## Can torsion angles tell me which conformers are lowest?

**Question.** I am looking at ten conformers of a small hydroxysiloxane, HO–SiH₂–O–SiH₂–CHF₂. For conformers 1 and 2 I have so far looked only at the torsion angles. Can I tell from the other eight how low these two lie, and how far should I trust the guess? I am also puzzled by conformer 5: its energy is far above that of conformer 3, yet its weight is almost the same.

Conformers of HO–SiH₂–O–SiH₂–CHF₂ without solvent, computed with PySCF 2.14.0 and tblite 0.8.0: PBE0-D3(BJ)/pcSseg-1 energies at GFN2-xTB geometries. Free energies and weights are for 298.15 K, with quasi-harmonic GFN2-xTB terms; one of each mirror pair is shown, and its weight holds both. The torsions follow the chain H1-O1-Si2-O3-Si4-C5-F6.

| number | torsions in degrees | GFN2-xTB energy above its lowest (kcal/mol) | DFT energy above the lowest (kcal/mol) | free energy above the lowest (kcal/mol) | weight (%) | dipole (D) |
| --- | --- | --- | --- | --- | --- | --- |
| 1 | (41,-15,25,-171) | ? | ? | ? | ? | ? |
| 2 | (35,-10,3,72) | ? | ? | ? | ? | ? |
| 3 | (41,-29,-16,52) | 0.000 | 0.130 | 0.290 | 14.200 | 2.210 |
| 4 | (36,2,-52,168) | 0.120 | 0.210 | 0.310 | 13.800 | 1.590 |
| 5 | (51,158,-32,68) | 1.730 | 1.660 | 0.380 | 12.200 | 2.640 |
| 6 | (50,139,-41,72) | 1.670 | 1.780 | 0.790 | 6.100 | 2.870 |
| 7 | (49,65,37,-76) | 1.950 | 1.960 | 0.850 | 5.500 | 2.700 |
| 8 | (51,-179,19,-60) | 1.710 | 1.980 | 1.060 | 3.800 | 2.370 |
| 9 | (49,166,11,58) | 1.660 | 2.090 | 1.530 | 1.800 | 2.570 |
| 10 | (180,16,21,76) | 1.880 | 2.260 | 1.740 | 1.200 | 3.590 |

**Answer.** For the energies, the known rows suggest that they can, provided you read two of the torsions together. The dipole is harder to guess, and the weights need a separate argument.

**What separates low from high**

The four torsions run along the chain from the hydroxyl hydrogen to a fluorine. An angle near 0° folds the chain back on itself, and one near 180° stretches it. The third torsion is fairly small in every row, so the second, O1-Si2-O3-Si4, decides whether the two ends of the molecule can meet. The first tells where the OH hydrogen points.

Compare conformers 3 and 5. In conformer 3 the second torsion is −29°, the chain is folded, and the DFT energy is only 0.13 kcal/mol above the lowest. In conformer 5 the same torsion is 158°, the ends are apart, and the energy is 1.66 kcal/mol. Conformer 4 is folded like conformer 3 and is also low, while conformers 6 to 9 are gauche or open and lie as high as conformer 5 or higher.

Folding alone is not the answer, as conformer 10 shows. Its second torsion is 16°, yet it has the highest DFT energy of the known rows, 2.26 kcal/mol. What sets it apart is the OH, which is turned to 180° instead of the roughly 40° of conformers 3 and 4. A low energy therefore goes with two conditions at once: a folded chain and an OH turned inward.

The likely reason is a weak hydrogen bond. Folding brings the OH close to the CHF₂ end, where the positive hydrogen can be attracted by a negative fluorine. Two fluorines on one carbon can't both point away from the chain, so at least one is gauche and may face the OH. Torsions don't prove such a contact, and turning the OH in conformer 10 also changes the hydroxyl group's own rotational energy. The table shows the pattern; the hydrogen bond is the chemical argument for it.

**The forecast for conformers 1 and 2**

Both have a folded chain (−15° and −10°) and an inward OH (41° and 35°), so they belong with conformers 3 and 4. The simplest model gives each class its mean energy:

$$E_{\text{folded, OH inward}} \approx \frac{0.13+0.21}{2} = 0.17\ \text{kcal/mol}.$$

I would allow a range of 0 to 0.5 kcal/mol for each, wider than the scatter of two rows justifies by itself. One more thing is certain: no known row has a DFT energy of zero, so at least one of these two must be the minimum. The torsions don't tell me which. For the GFN2-xTB energy the same averaging gives about 0.06, with a range of 0 to 0.6 kcal/mol.

For the dipole I would say about 1.9 D, between 1.1 and 2.7 D. In a folded chain the OH and CF dipoles may partly cancel, and conformers 3 and 4 do have the smallest dipoles of the known rows. This is the weakest forecast, since it rests on two rows that already differ noticeably.

The free energies and weights follow from bookkeeping. The known rows are numbered by rising free energy $G$, so conformer 1 should be the zero. At 298 K, $RT$ is about 0.59 kcal/mol, and the weight $w$ of conformer 3 then fixes that of conformer 1:

$$w_1 = w_3\,e^{G_3/RT} = 14.2\,\%\times e^{0.29/0.59} \approx 23.2\,\%.$$

Conformers 5 to 10 together hold 30.6%, and all weights must add up to 100%. What remains belongs to conformer 2:

$$w_2 \approx 100-30.6-14.2-13.8-23.2 = 18.2\,\%,$$

$$G_2 = RT\ln\frac{w_1}{w_2} \approx 0.14\ \text{kcal/mol}.$$

I would put ±0.5 percentage points on the weights and ±0.03 kcal/mol on $G_2$. These narrow ranges come from arithmetic on the known rows and say nothing about how well the chemistry is understood.

**The computed values**

The withheld rows as computed:

| number | torsions in degrees | GFN2-xTB energy above its lowest (kcal/mol) | DFT energy above the lowest (kcal/mol) | free energy above the lowest (kcal/mol) | weight (%) | dipole (D) |
| --- | --- | --- | --- | --- | --- | --- |
| 1 | (41,-15,25,-171) | 0.140 | 0.000 | 0.000 | 23.200 | 1.100 |
| 2 | (35,-10,3,72) | 0.210 | 0.240 | 0.140 | 18.200 | 2.520 |

Both DFT energies fall inside the range. Conformer 1 is the minimum, 0.17 kcal/mol below the class mean, and conformer 2 lies 0.07 above it. Had folding alone been the criterion, conformer 10 would have pulled the forecast up to 0.87 kcal/mol, well above either value. The direction of the OH was thus worth including, though the success doesn't settle why it matters.

The GFN2-xTB energies are also in range, but both lie above the forecast, by 0.08 and 0.15 kcal/mol. This method makes conformer 3 the lowest, whereas DFT chooses conformer 1. In the data makers' tests on other systems, numerical noise alone came to some hundredths of a kcal/mol; it wasn't measured for this molecule. The functional, the small basis set and the GFN2-xTB geometries can add more, so I wouldn't build much on the order within the folded group.

The gap between the groups is far larger than that. In the known rows it is about 1.8 kcal/mol in DFT and 1.7 in GFN2-xTB. The DFT value deserves some caution, because a small basis set tends to favour folded shapes: parts of the molecule that touch borrow each other's basis functions. The similar GFN2-xTB gap is reassuring, but it is not an independent proof.

The dipoles are hits only because the range was wide. Conformer 1 has 1.10 D, at the very edge, and conformer 2 has 2.52 D, which is more than in the open conformer 8. A class mean ignores the direction in which the CHF₂ group points. Among the four folded forms with an inward OH, the two with the F6 torsion near 180° have the smaller dipoles, which suggests that this direction matters. The F6 angle alone doesn't fix it, though, because the other fluorine can still sit in either of two places. I also noticed the pattern only after seeing the values, so it is a guess for a further test.

The weights and free energies agree almost exactly, as they should when the same Boltzmann formula produced them.

**Why conformer 5 has so much weight**

A weight follows the free energy, which adds thermal terms to the electronic energy. Conformer 5 lies 1.53 kcal/mol above conformer 3 in DFT energy but only 0.09 in free energy. The thermal terms have cancelled nearly the whole gap.

A likely explanation is that a contact between the ends ties the chain down. An open chain can twist and bend more freely, its slow vibrations are softer, and softer vibrations carry more entropy and less zero-point energy. The numbers fit this picture: relative to conformer 3, the thermal terms favour conformers 5 to 10 by 0.7 to 1.4 kcal/mol, but conformers 1 and 2 by less than 0.3. The split into two groups thus appears again, with the opposite sign. Openness can't be the whole story, though: conformer 9 is as open as conformer 5, yet its thermal terms favour it only half as much.

The effect on the populations is large. From DFT energies alone, conformers 5 to 10 would share about 7% of the weight; with the thermal terms they share about 31%. Unfortunately this is also the least secure part of the calculation. Imaginary modes don't seem to be the trouble: the search counted one saddle point, but no kept conformer is recorded with such a mode, and the lowest modes of conformers 1 to 5 are all real. The weak point is the soft real vibrations. Those below about 100 cm⁻¹ get special treatment here, because the plain harmonic formula is unreliable for such floppy motions. Even so, miscounting a single soft mode can shift a free energy by several tenths of a kcal/mol.

I would therefore trust the two energy groups, but not the ranking of conformers 3, 4 and 5 by weight. The percentages also refer only to the ten conformers found. The limit of ten cut none off, since the search gave exactly ten distinct ones, but any search can miss a shape.

A useful comparison would be the same chain with OCH₃ in place of OH. It has no hydroxyl hydrogen to offer to fluorine, so if the hydrogen bond is the main cause, the folded forms should lose much of their energy advantage. If they kept it, the cause would have to be sought elsewhere, for instance in the chain itself or in the small basis set.

The printed output below gives the two-class fits, made to conformers 3 to 10 only, and the misses for conformers 1 and 2.

Numerical output:

```
fit of conformer_dft_energy on 8 rows: constant 1.955 +/- 0.08, coefficient of inward -1.785 +/- 0.16; rms 0.171, worst 10 -0.305, leave-one-out rms 0.207
  rows outside the fit (model, value, miss): 1 0.17, 0, 0.17; 2 0.17, 0.24, -0.07
fit of conformer_dipole on 8 rows: constant 2.79 +/- 0.17, coefficient of inward -0.89 +/- 0.35; rms 0.37, worst 10 -0.8, leave-one-out rms 0.508
  rows outside the fit (model, value, miss): 1 1.9, 1.1, 0.8; 2 1.9, 2.52, -0.62
DFT forecast if folding alone counted, kcal/mol: 0.8667
DFT energy spread of rows 5 to 9, kcal/mol: 0.43
DFT energy of row 10 above the mean of rows 3 and 4, kcal/mol: 2.09
withheld rows (of 2) with DFT energy in the range 0 to 0.5 kcal/mol: 2
GFN2-xTB forecast for both withheld rows, kcal/mol: 0.06
GFN2-xTB gap between the two classes in the known rows, kcal/mol: 1.707
GFN2-xTB forecast less computed value, rows 1 and 2, kcal/mol: -0.08, -0.15
withheld rows (of 2) with GFN2-xTB energy in the range 0 to 0.6 kcal/mol: 2
withheld rows (of 2) with dipole in the range 1.1 to 2.7 D: 2
weight forecast from bookkeeping, rows 1 and 2, %: 23.17, 18.23
weight forecast less computed value, rows 1 and 2, %: -0.03496, 0.03496
free energy forecast from bookkeeping, rows 1 and 2, kcal/mol: 0, 0.1418
free energy forecast less computed value, rows 1 and 2, kcal/mol: 0, 0.001784
thermal term relative to row 3, lowest of rows 5 to 10, kcal/mol: -1.44
thermal term relative to row 3, highest of rows 5 to 10, kcal/mol: -0.68
thermal term relative to row 3, rows 1 and 2, kcal/mol: -0.16, -0.26
row 5 above row 3 in DFT energy, kcal/mol: 1.53
row 5 above row 3 in free energy, kcal/mol: 0.09
summed weight of rows 5 to 10, %: 30.6
the same weight from DFT energies without thermal terms, %: 6.862
```
